# Margin comments: reflection delay at a potential step

**1. Conventions.** One atom of mass $m$ moves along $x$, with $V=0$ for $x<0$ and $V=V_0>0$ for $x>0$. Time dependence is $e^{-iEt/\hbar}$. Define $\hbar k=\sqrt{2mE}$, $\hbar\kappa=\sqrt{2m(V_0-E)}$, $\hbar k_0=\sqrt{2mV_0}$, so $k^2+\kappa^2=k_0^2$, and $v=\hbar k/m$. A delay is counted against a hard mirror at $x=0$.

Inputs: $^{87}$Rb with $m\approx 86.909$ u, guided horizontally, and an illustrative height $V_0/k_B=100$ nK. The light sheet is taken so thick that nothing tunnels through. Then $V_0=8.617\times10^{-12}$ eV, $1/k_0=167.1$ nm and $\hbar/V_0=76.38\ \mu$s.

**2. The phase in closed form.** For $E<V_0$ take $\psi=e^{ikx}+re^{-ikx}$ on the left and $Ce^{-\kappa x}$ on the right. Continuity of $\psi$ and $\psi'$ gives $1+r=C$ and $ik(1-r)=-\kappa C$, so

$$r=\frac{k-i\kappa}{k+i\kappa}=e^{i\varphi},\qquad C=\frac{2k}{k+i\kappa}.$$

The real part of $r$ is $(k^2-\kappa^2)/k_0^2=u$ with $u=2E/V_0-1$, and the imaginary part, $-2k\kappa/k_0^2$, is negative. Hence

$$\varphi=-\arccos u=-\frac{\pi}{2}+\arcsin u ,$$

which rises from $-\pi$ at $E=0$ to $0$ at $E=V_0$.

**3. The smallest model: two modes.** One stationary state has a time-independent density and shows no delay. Two suffice. Superpose energies $E_1<E_2<V_0$ with equal incident amplitudes, and write $\Delta$ for the difference 2 minus 1. For $x<0$ sort the four waves by direction of travel, which leaves out the interference between the two directions:

$$|\psi_{\rm in}|^2=4\cos^2\tfrac12\left(\Delta k\,x-\Delta E\,t/\hbar\right),$$
$$|\psi_{\rm ref}|^2=4\cos^2\tfrac12\left(\Delta k\,x+\Delta E\,t/\hbar-\Delta\varphi\right).$$

An incident beat maximum reaches $x=0$ at $t=0$. A reflected maximum leaves $x=0$ at

$$\tau_2=\frac{\hbar\,\Delta\varphi}{\Delta E}=\frac{2\hbar}{V_0}\,\frac{\arcsin u_2-\arcsin u_1}{u_2-u_1}.$$

No expansion entered. The beat repeats with period $h/\Delta E$, so maxima must be paired. Since $0<\Delta\varphi<\pi$, the pairing that is continuous with $\Delta\varphi\to0$ gives a positive delay below half a period. Both beats move at $v_2=\Delta E/\hbar\Delta k=\hbar(k_1+k_2)/2m$, so the extra path is $v_2\tau_2=\Delta\varphi/\Delta k$.

**4. Numbers.** Take $E_1=V_0/4$, $E_2=3V_0/4$, that is $u=\mp\tfrac12$. Then $\Delta\varphi=\pi/3$ and $\Delta k=k_0(\sqrt3-1)/2$. The beat period is 959.8 $\mu$s and the beat length $2\pi/\Delta k$ is 2868 nm. The reflected pattern lags by exactly one sixth of each: $\tau_2=160.0\ \mu$s and 477.9 nm, at $v_2=2.988$ nm/$\mu$s.

**5. Chord and tangent.** Let $\Delta E\to0$. With $d(\arcsin u)/du=(1-u^2)^{-1/2}$ and $1-u^2=4E(V_0-E)/V_0^2$,

$$\tau=\hbar\frac{d\varphi}{dE}=\frac{\hbar}{\sqrt{E(V_0-E)}}=\frac{2m}{\hbar k\kappa},\qquad v\tau=\frac{d\varphi}{dk}=\frac{2}{\kappa}.$$

This is the general statement. The two-mode delay is the chord of $\hbar\varphi(E)$, hence the plain average of $\tau(E)$ over $[E_1,E_2]$. Over the whole range $\int_0^{V_0}\tau\,dE=\pi\hbar$. The minimum is $\tau=2\hbar/V_0$ at $E=V_0/2$, where $v=3.093$ nm/$\mu$s.

| $E/V_0$ | $\tau$ ($\mu$s) | $2/\kappa$ (nm) | $\tau_d$ ($\mu$s, comment 7) |
|---|---|---|---|
| 1/4 | 176.4 | 385.8 | 44.10 |
| 1/2 | 152.8 | 472.5 | 76.38 |
| 3/4 | 176.4 | 668.2 | 132.30 |

For a pair placed symmetrically at $\pm u$,

$$\tau_2=\frac{2\hbar}{V_0}\frac{\arcsin u}{u}=\frac{2\hbar}{V_0}\left(1+\frac{u^2}{6}+\dots\right).$$

This gives 153.0 $\mu$s at $u=0.1$, the factor $\pi/3=1.047$ at $u=\tfrac12$, and 240.0 $\mu$s as $u\to1$.

The two divergences of $\tau$ differ. As $E\to0$ the path stays finite, $2/k_0$, and only the speed vanishes: the step acts as a hard mirror at $x=1/k_0$. As $E\to V_0$ the path itself diverges.

**6. What a normalised packet does.** Weight the stationary states with a real amplitude $a(k)$, normalised and confined to $0<k<k_0$. The incident centroid is then $\langle v\rangle t$ at early times. At late times the packet is $\int a\,e^{i\varphi-ikx-i\hbar k^2t/2m}\,dk/\sqrt{2\pi}$. Its wavevector is $-k$, so position acts as $-i\,d/dk$. The term $\int a\,a'\,dk$ vanishes, leaving

$$\langle x\rangle=-\langle v\rangle t+\langle 2/\kappa\rangle ,$$

with averages over $a^2$. This needs no stationary-phase step, and the centroid delay is $\langle2/\kappa\rangle/\langle v\rangle$. For $a^2$ flat on $[k_1,k_2]$, understood as the limit of rounded edges, $\langle d\varphi/dk\rangle=\Delta\varphi/\Delta k$ and $\langle v\rangle=v_2$. The centroid delay is then exactly $\tau_2$.

For a narrow symmetric spectrum of variance $\sigma^2$, with $k$ and $\kappa$ taken at its centre, $d^2(1/\kappa)/dk^2=(\kappa^2+3k^2)/\kappa^5$ gives

$$\langle 2/\kappa\rangle\simeq\frac{2}{\kappa}\left[1+\frac{\sigma^2(\kappa^2+3k^2)}{2\kappa^4}\right].$$

A Gaussian centred at $k=k_0/\sqrt2$ with $\sigma=0.05\,k_0$ has negligible weight above $k_0$, and a correction of about 1 per cent. Its minimum position spread $1/2\sigma$ is 1671 nm, against a shift of 472.5 nm. This ordering is general. The expansion needs $\sigma\ll k_0-k=\kappa^2/(k_0+k)<\kappa$, so $1/\kappa\ll1/\sigma$.

**7. The delay is not the time spent under the step.** The dwell time is the integrated density at $x>0$ over the incident flux $v$. With $|C|^2=4k^2/k_0^2$,

$$\tau_d=\frac{|C|^2}{2\kappa v}=\frac{E}{V_0}\,\tau .$$

The rest sits outside. There $|\psi|^2=2+2\cos(2kx-\varphi)$. The integral of the oscillating term over $[-L,0]$, averaged over $L$, is $-\sin\varphi/k=2\kappa/k_0^2$. Inside and outside add to $2k^2/(\kappa k_0^2)+2\kappa/k_0^2=2/\kappa$. The picture of a trip to depth $1/\kappa$ and back at speed $v$ reproduces the total. It does not describe motion in the barrier, where the stationary current is zero.

**8. Above the step.** For $E>V_0$ put $\kappa\to-iq$ with $\hbar q=\sqrt{2m(E-V_0)}$. Then $r=(k-q)/(k+q)$ and $C=2k/(k+q)$ are real and positive. With both modes above the step,

$$|\psi_{\rm ref}|^2=r_1^2+r_2^2+2r_1r_2\cos(\Delta k\,x+\Delta E\,t/\hbar),$$

and the transmitted beat has $C_j$ for $r_j$ and the phase $\Delta q\,x-\Delta E\,t/\hbar$. Both peak at $x=0$, $t=0$: the contrast falls, the delay is zero. For a packet, $a\,r$ is real, so the centroid line still passes through $x=0$ at $t=0$. Because $r$ falls with $k$, the reflected packet is slower than the incident one. The resulting lag grows with distance and is a filtering of velocities.

**9. How sharp is sharp.** Round the edge as $V=V_0/(1+e^{-x/b})$, whose 10 to 90 per cent width is $2b\ln9$. With $y=1/(1+e^{x/b})$, $\mu=ikb$, $\nu=\kappa b$, the decaying solution is $y^{\nu}(1-y)^{\mu}\,{}_2F_1(\mu+\nu,\mu+\nu+1;2\nu+1;y)$. The connection formula at $y\to1$, where $1-y\to e^{x/b}$, gives

$$r=\frac{k-i\kappa}{k+i\kappa}\;\frac{\Gamma(1+2\mu)\,\Gamma(1+\nu-\mu)^2}{\Gamma(1-2\mu)\,\Gamma(1+\nu+\mu)^2}.$$

Below the step the added phase is $\delta\varphi=2\,\mathrm{Im}\ln\Gamma(1+2ikb)-4\,\mathrm{Im}\ln\Gamma(1+\kappa b+ikb)$. The series of $\ln\Gamma(1+z)$ gives

$$\delta\varphi=-\frac{2\pi^2}{3}k\kappa b^2+4\zeta(3)\,k k_0^2b^3+\dots$$

With $d(k\kappa)/dk=(\kappa^2-k^2)/\kappa$, the first term changes the path by the fraction $-\pi^2b^2(\kappa^2-k^2)/3$. At $E=V_0/4$ this is about $-1$ per cent for $b=13$ nm, an edge 57 nm wide. Above the step the $b^2$ term is a change of modulus, while the $b^3$ term remains a phase. It adds a path $4\zeta(3)k_0^2b^3$, so the zero delay belongs to the sharp step alone.

An optically formed edge is typically about 1000 nm wide. Choose $b=1/\kappa=236.3$ nm at $E=V_0/2$, a width of 1038 nm. Differentiating the full phase with $d\kappa/dk=-k/\kappa=-1$, and with $\psi_0$ the digamma function,

$$\kappa\frac{d\varphi_{\rm tot}}{dk}=2+4\left[\mathrm{Re}\,\psi_0(1+2i)-\mathrm{Re}\,\psi_0(2+i)+\mathrm{Im}\,\psi_0(2+i)\right].$$

The three values are 0.7146, 0.5947 and 0.5767, and the right side equals 4.786. Referred to the midpoint of the edge, the rounded model has a path of 1131 nm and a delay of 366 $\mu$s, which is 2.39 times the sharp value. The 152.8 $\mu$s is therefore the sharp model's number. At this height and energy a typical optical edge would give a delay roughly two to three times longer, depending on its profile.